Diphosphine, P₂H₄, has four P–H bonds and one P–P bond. Its atomization energy is the energy needed to pull it apart into two phosphorus and four hydrogen atoms. Approximate methods get this energy wrong by amounts that run from several electronvolts down to about a hundredth of one or less. The size of the error can be guessed by counting bonds and knowing which groups of electrons a method lets avoid one another.

An error here is the atomization energy at a given level less the one from the reference, CCSDT(Q), in the same basis. A negative error means that the level binds the molecule too weakly.

**(a) Estimate the error of Hartree–Fock from the number of bonds. What is the physical reason for its sign?**

*Solution.* In Hartree–Fock each electron feels only the average repulsion of the others. Electrons of equal spin still keep apart, because the wave function must change sign when two of them are exchanged. Electrons of opposite spin have no such protection. In truth they dodge each other and so lower the energy. This lowering is the largest part of the correlation energy, which Hartree–Fock leaves out.

Now compare the molecule with its atoms. A free phosphorus atom has three 3p electrons with parallel spins, each in its own orbital, and a hydrogen atom has a single electron. Every bond takes two such unpaired electrons and puts them, with opposite spins, into the same region of space. The molecule therefore gains close pairs that the atoms did not have. Hartree–Fock places the molecule too high by more than it does the atoms, and the binding comes out too weak.

The 3s pair of each phosphorus atom survives roughly as a lone pair, so it is counted on neither side. That leaves five new pairs, one for each bond. As a rough recalled size, the pair in H₂ is worth about 1 eV of correlation energy. The estimate is

$$\Delta E_{\text{HF}} \approx -5 \times 1\ \text{eV} = -5\ \text{eV}.$$

The calculation gives −4.3 eV, or about 0.86 eV for each bond. The 1 eV was not adjusted to this molecule, so the comparison is a fair trial of the rule for this row. The rule can also be used as a correction: adding 1 eV per bond to the Hartree–Fock atomization energy gives 15.8 eV, about 5 % above the reference.

The figure of 1 eV should be read as the effective price of a new bond, not as the energy of an isolated pair. Against the reference, Hartree–Fock lacks 10.0 eV in the molecule and, by subtraction, 5.7 eV in the free atoms. Both are well above 1 eV for each pair present, since electrons in different orbitals avoid each other too. Much of that extra part occurs on both sides and drops out of the difference, which is why so crude a count works.

**(b) CCSD lets electrons avoid each other two at a time. Suppose that each full step of the coupled-cluster ladder leaves one twentieth of the error before it. Estimate the error of CCSD, and explain why the steps should shrink.**

*Solution.* The repulsion between electrons acts between two particles. Its first effect on the Hartree–Fock wave function is therefore to excite electrons in pairs, and CCSD treats these double excitations thoroughly, including several pairs that are excited independently at the same time. What it lacks most is the joint motion of three electrons that cannot be broken down into smaller groups. Such motion needs the repulsion to act at least twice, so it is weaker, provided that one electron configuration dominates the wave function. P₂H₄ with its bonds unstretched, as here, is such a case.

This argument says that the remainder should be small, but it does not give the number. The twentieth is read from the calculated values for this molecule. With $n$ for the number of bonds and $s$ for the number of full steps taken, the rule is

$$\Delta E \approx -n \times 1\ \text{eV} \times \left(\tfrac{1}{20}\right)^{s}.$$

Hartree–Fock has $s=0$. CCSD has $s=1$, and its error should be

$$\Delta E_{\text{CCSD}} \approx -\frac{5000\ \text{meV}}{20} = -250\ \text{meV}.$$

The calculated error is −204 meV. This row helped to set the factor, so the agreement shows that the rule is consistent, not that it predicts. For quick use, the rule amounts to 1 eV per bond for Hartree–Fock, 50 meV for CCSD and 2.5 meV once triple excitations are included.

**(c) The table lists all the levels. How well does the rule do over its rows, and where does it stop working?**

Errors in the atomization energy of P₂H₄ (neutral singlet, PBE0/def2-SVP geometry) relative to CCSDT(Q), computed with AFQMC afq 1 (own program) and Ansatz 0.2.0. All levels use the def2-TZVP basis, frozen cores and an RHF determinant for the molecule; AFQMC uses a CISD trial wave function built from CCSD amplitudes.

| level | this level less the reference (CCSDT(Q), same basis) (meV) | statistical noise, one standard error (meV) |
| --- | --- | --- |
| HF | -4295.0 | 0.000 |
| MP2 | -481.0 | 0.000 |
| CCSD | -204.0 | 0.000 |
| CCSD(T) | -10.0 | 0.000 |
| CCSDT | -14.0 | 0.000 |
| ph-AFQMC/CISD | -1.0 | 6.000 |
| released AFQMC | 9.0 | 9.000 |

*Solution.* CCSDT includes triple excitations in full, and CCSD(T) adds them as a correction at the end. Both count as $s=2$, for which the rule gives about −12 meV; the table has −14 and −10 meV. Over Hartree–Fock, CCSD and these two rows, the estimate stays within 25 % of the calculated error. In a stricter trial both constants are taken from Hartree–Fock and CCSD alone, and the triples rows are then predicted at −10 meV. The printed output below the text gives the comparison row by row.

The steady shrinking is not an accident of subtracting atoms from a molecule. In the total energy of the molecule alone, measured from the same reference, the error falls by a factor of 22 from Hartree–Fock to CCSD. From CCSD to CCSDT it falls by a factor of 21. The twentieth thus reflects how correlation in this molecule is divided between pairs and larger groups of electrons. That the two steps come out so alike is a finding for this molecule, since the argument in (b) asks only that each remainder be small.

The rule does not tell CCSD(T) from CCSDT, and the atomization energy is a poor judge between them. CCSD(T) has the slightly smaller error in the table, yet it leaves the molecule 62 meV above the reference, against 22 meV for CCSDT. Its free atoms lie too high by 52 meV, and most of the error cancels. CCSDT is the better description of the molecule, although its atomization energy does not show it.

MP2 breaks the rule. It uses double excitations, as CCSD does, so one would assign it $s=1$ and expect −250 meV, but its error is −481 meV. The reason lies in how the doubles are treated. MP2 takes the repulsion only to the lowest order that gives any correlation energy. Even a single isolated pair, such as the one in H₂, then gets only part of its correlation. CCSD treats such a pair exactly within the basis, and in larger molecules it also lets the pairs influence one another. A level can be expected to earn its factor of twenty only if it treats its class of excitations thoroughly. CCSD(T) reaches the factor in the atomization energy with the help of cancellation: in the molecule alone its error is only about 7.5 times smaller than that of CCSD.

The two AFQMC rows have no place on the ladder. This method samples the correlated wave function with random walks and aims at all excitations at once, so the simplest estimate of its error is zero, give or take the statistical noise. The phaseless version adds a constraint that keeps the noise in check at the price of a small bias, which the quoted noise does not include; the released version lets the constraint go. Their errors, −1 ± 6 and 9 ± 9 meV, can't be told from zero. This is weaker support than it looks, because the reference was accepted only on condition that it agreed with such a calculation to within a few tens of meV. That margin is also wider than the errors of the two triples rows. Their close match with the rule therefore holds against CCSDT(Q), and not necessarily against the exact energy in this basis.

The range of the rule follows from its two ingredients. The count of bonds assumes that each bond is an ordinary single one, and since every row concerns the same molecule, the proportionality to $n$ rests on the argument in (a) and is not tested here. The factor of one twentieth was read from this molecule alone, and it can't hold everywhere: for H₂, with only two electrons, CCSD leaves no error at all within the basis. The factor also assumes one dominant configuration. When a bond is stretched towards breaking, other configurations gain weight, the joint motion of several electrons is no longer a small correction, and the steps stop shrinking so fast. Multiple bonds strain both assumptions, because their pairs crowd into the same region.

One limit matters most where the rule looks best. All these errors are measured within one basis set, and a basis of this size usually costs an atomization energy far more than 10 meV. For Hartree–Fock the missing correlation that the rule estimates should still be most of the error. For the triples levels it gives only the part due to the treatment of correlation, and the next improvement should then come from a larger basis, not from a higher step.

Numerical output:

```
Rule of 1 eV a bond and one twentieth a step (zero for AFQMC):
             row  error meV  rule meV  rule less error meV
              HF      -4295     -5000                 -705
             MP2       -481      -250                  231
            CCSD       -204      -250                  -46
         CCSD(T)        -10     -12.5                 -2.5
           CCSDT        -14     -12.5                  1.5
   ph-AFQMC/CISD         -1         0                    1
  released AFQMC          9         0                   -9
Energy above the CCSDT(Q) value in meV:
             row  molecule  free atoms by subtraction
              HF      9981                       5686
             MP2      1737                       1256
            CCSD     460.1                      256.1
         CCSD(T)      61.5                       51.5
           CCSDT      21.8                        7.8
   ph-AFQMC/CISD       9.6                        8.6
  released AFQMC      -7.8                        1.2
HF error per broken bond in eV: -0.859
HF atomization energy in eV: 10.78
HF atomization energy plus 1 eV a bond in eV: 15.78
excess of that estimate over the reference in percent: 4.675
error of HF over error of CCSD: 21.05
error of CCSD over error of CCSDT: 14.57
error of CCSD over error of CCSD(T): 20.4
same factor HF to CCSD in the molecule alone: 21.69
same factor CCSD to CCSDT in the molecule alone: 21.11
error of MP2 over error of CCSD: 2.358
triples rows predicted from HF and CCSD alone in meV: -9.689
largest ratio of rule to error without MP2 and AFQMC: 1.25
smallest ratio of rule to error without MP2 and AFQMC: 0.8929
ratio of rule to error for MP2: 0.5198
phaseless AFQMC error in standard errors: -0.1667
released AFQMC error in standard errors: 1
```
